Worked problem: the Newton-Wigner localised state in one dimension

Problem

A spin-0 particle on a line has the Klein-Gordon dispersion E(k) = √(Δ² + (ħvk)²), positive branch only. This is the two-band hyperbola familiar from narrow-gap semiconductors, with energy counted from midgap, Δ = Eg/2 in place of mc², and v = √(Δ/m*) in place of c. Take Eg = 0.40 eV and m* = 0.025 m0, illustrative values of the size typical of a narrow-gap III-V compound. A state ψ(k) has the scalar product and the field (at t = 0)

⟨χ|ψ⟩ = ∫ dk/(2π·2E) χ*ψ,  φ(x) = ∫ dk/(2π·2E) ψ(k) exp(ikx).

(a) Find v and the Compton length λ = ħv/Δ.
(b) Find the Hermitian position operator and its eigenstates.
(c) Evaluate the field of the state localised at x = a for |x − a| = λ/2, λ, 2λ and 4λ.
(d) Test the short- and long-range forms.
(e) Estimate what a sharp cutoff at kc = 1 nm⁻¹ would change.

Solution

(a) Δ = 0.20 eV, and v = √(Δ/m*) = 1.186 × 10⁸ cm/s. With ħ²/m0 = 0.076200 eV·nm²,

λ² = ħ²/(m*Δ) = 0.076200 eV·nm²/(0.025 × 0.20 eV) = 15.240 nm²,

so λ = 3.9038 nm and ħv = Δλ = 0.7808 eV·nm. The extra digits only protect the later arithmetic.

(b) The weight 1/(2E) depends on k, so integrating i d/dk by parts leaves an extra term, and i d/dk is not Hermitian. Write ψ = √(2E) f. The product becomes ∫ dk/(2π) f₁*f₂, where i d/dk acting on f is Hermitian. Carried back to ψ it is the operator of Newton and Wigner (1949):

x_NW = √(2E) (i d/dk) (2E)^(−1/2) = i d/dk − i (ħv)²k/(2E²).

The correction has magnitude λ²|k|/(2(1 + λ²k²)), largest at |k| = 1/λ, where it equals λ/4 = 0.976 nm. The eigenstate has f = exp(−ika), so ψ_a = √(2E) exp(−ika), with eigenvalue a and ⟨ψ_b|ψ_a⟩ = δ(a − b). In three dimensions the components commute, since each is a partial derivative sandwiched between the same two factors.

(c) Put s = kλ and u = |x − a|/λ, so that 2E = Eg √(1 + s²). Then

φ = ∫ dk/(2π) (2E)^(−1/2) exp(ik(x − a)) = J(u)/(2πλ√Eg),
J(u) = ∫ ds (1 + s²)^(−1/4) exp(isu).

The integral converges conditionally for u > 0. Close the contour in the upper half plane around the cut from s = i to i∞. On its right and left sides, s = it, the integrand has phases exp(−iπ/4) and exp(+iπ/4), which gives

J = √2 ∫₁^∞ dt (t² − 1)^(−1/4) exp(−ut).

This is the standard integral form of a modified Bessel function K. With Γ(1/4)Γ(3/4) = π√2,

J = (2√π/Γ(1/4)) (2/u)^(1/4) K_(1/4)(u).

Hence φ = φ0 g(u), with g(u) = u^(−1/4) K_(1/4)(u) and

φ0 = 2^(1/4)/(√π Γ(1/4) λ√Eg) = 0.18506/(3.9038 nm × 0.63246 eV^½) = 0.07495 nm⁻¹eV^(−½).

u | |x − a| (nm) | K_(1/4)(u) | g(u) | φ (10⁻³ nm⁻¹eV^(−½))
0.5 | 1.95 | 0.9603 | 1.142 | 85.6
1 | 3.90 | 0.4307 | 0.4307 | 32.3
2 | 7.81 | 0.1154 | 0.09702 | 7.27
4 | 15.6 | 0.01124 | 0.007947 | 0.596

The eigenfunction of x_NW is a delta function in the Newton-Wigner coordinate, yet φ extends over nanometres. There is no conflict, because φ is not a probability amplitude. In terms of the Fourier amplitudes of φ the scalar product carries a factor 2E, supplied in real space by a time derivative, so fields centred at different points overlap in space and are still orthogonal.

(d) For u ≪ 1, K_(1/4)(u) → ½Γ(1/4)(2/u)^(1/4). With λEg = 2ħv,

φ → 1/√(4πħv|x − a|).

The singularity goes as |x − a|^(−1/2) and at fixed v does not depend on the gap, because it comes from large k, where E ≈ ħv|k|. The next term of the small-u expansion multiplies this form by 1 − 0.956√u, where 0.956 = Γ(3/4)/(√2 Γ(5/4)), so the limit is reached slowly. At 1.95 nm the bare form gives 229 × 10⁻³ nm⁻¹eV^(−½), which is 2.67 times the table value.

For u ≫ 1,

g ≈ √(π/2) u^(−3/4) exp(−u) [1 − 3/(32u)].

At u = 4 the leading factor alone lies 2.1 % above the exact g, and the bracket removes 2.3 %. From 7.81 nm to 15.6 nm the field falls by a factor 12.2. The leading form predicts e² × 2^(3/4) = 7.39 × 1.68 = 12.4, so a pure exponential fit over this range would return too short a decay length. Far out, the exponential costs one decade per λ ln 10 = 8.99 nm. The rate is fixed by the branch point k = i/λ, where E = 0: λ is the decay length of the midgap evanescent wave in the same two-band model.

The three-dimensional field follows from applying −(1/(2πr)) d/dr to the one-dimensional one. Since d(u^(−ν)K_ν)/du = −u^(−ν)K_(ν+1), it is proportional to u^(−5/4) K_(5/4)(u), singular as r^(−5/2) and decaying as exp(−r/λ) times a power.

(e) At kc, E = 0.81 eV. One integration by parts of the discarded part |k| > kc gives a ripple of amplitude about 1/(π|x − a|√(2E(kc))), which is 0.06 nm⁻¹eV^(−½) at |x − a| = λ, about twice the field itself. The table therefore relies on the hyperbola holding far beyond the band edge. A real band bends over smoothly instead of ending, which preserves an exponential tail but removes the singular core. Carriers in a crystal also have spin and a multi-component envelope with the ordinary scalar product, so φ is not their wave function. All numbers here are the model's; the part that carries over to two-band device estimates is the midgap decay length, 3.9 nm for these inputs.